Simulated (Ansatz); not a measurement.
## A series in volume per atom on TiRh

All results are calculated (Ansatz 0.2.0). Periodic Kohn-Sham DFT of a crystal at fixed atoms; pressure and stress are positive in compression; the energy is the free energy less that of spherical unpolarised free atoms; site moments are those in the method's own spheres, positive along +z.

Cell of the first row (space group P4/mmm, No. 123):
```
TiRh
1.0
      2.9270     0.0000     0.0000
      0.0000     2.9270     0.0000
      0.0000     0.0000     3.2816
Ti Rh
1 1
Direct
  0.50000 0.50000 0.50000
  0.00000 0.00000 0.00000
```

Settings of every row: method all-electron PAW; functional PBEsol; relativity scalar; k mesh 11x11x10; filling fermi-dirac; smearing width 0.05 eV; nucleus gaussian.

Atom start moment: 0 on all atoms.

```
row  volume per atom (Å³)  pressure (GPa)
  1                14.057           6.067
  2                14.356               ?
  3                14.656           -2.93
  4                14.805          -4.882
  5                14.955          -6.727
  6                15.104           -8.47
  7                15.254         -10.119
  8                15.553         -13.147
  9                15.852          -15.85
```

Question: what pressure should row 2 give?

Worked fit of pressure. Take u = (V_r/V)^(2/3) − 1 with V_r = 15.029 Å³ an atom, which is twice the finite (Eulerian) strain; such expansions in the strain, on which the Birch-Murnaghan equation of state is built, carry the rest volume and the bulk modulus. The shown rows have u = 0.04558, 0.0169, 0.01006, 0.0033, -0.00331, -0.00986, -0.02259, -0.03492. Least squares give pressure = −7.6044 + 262.941 × u + 787.37 × u² + 540 × u³ GPa; a parabola predicts inner rows, each left out in turn, worse (root mean square 0.0086 against 0.0043 GPa). The rows lie off it by 0.000, 0.003, -0.003, 0.001, -0.004, 0.002, 0.002, -0.001. The pressure vanishes at u = 0.0267, or V = 14.45 Å³ an atom, and there the bulk modulus at fixed shape and fractions is B = −V dP/dV = (2/3)(1 + u) dP/du = 210 GPa. Letting shape and atoms relax would as a rule lower it, by much in layered, chain or molecular crystals. The withheld row has u = 0.03101, so the fit gives −7.6044 + 262.941 × (0.03101) + 787.37 × (0.03101)² + 540 × (0.03101)³ = 1.323 GPa.

The calculation gave 1.317 GPa. The fit lies 0.006 GPa (0.027 % of the column's range) above it; its largest miss of a shown row is 0.004 GPa.
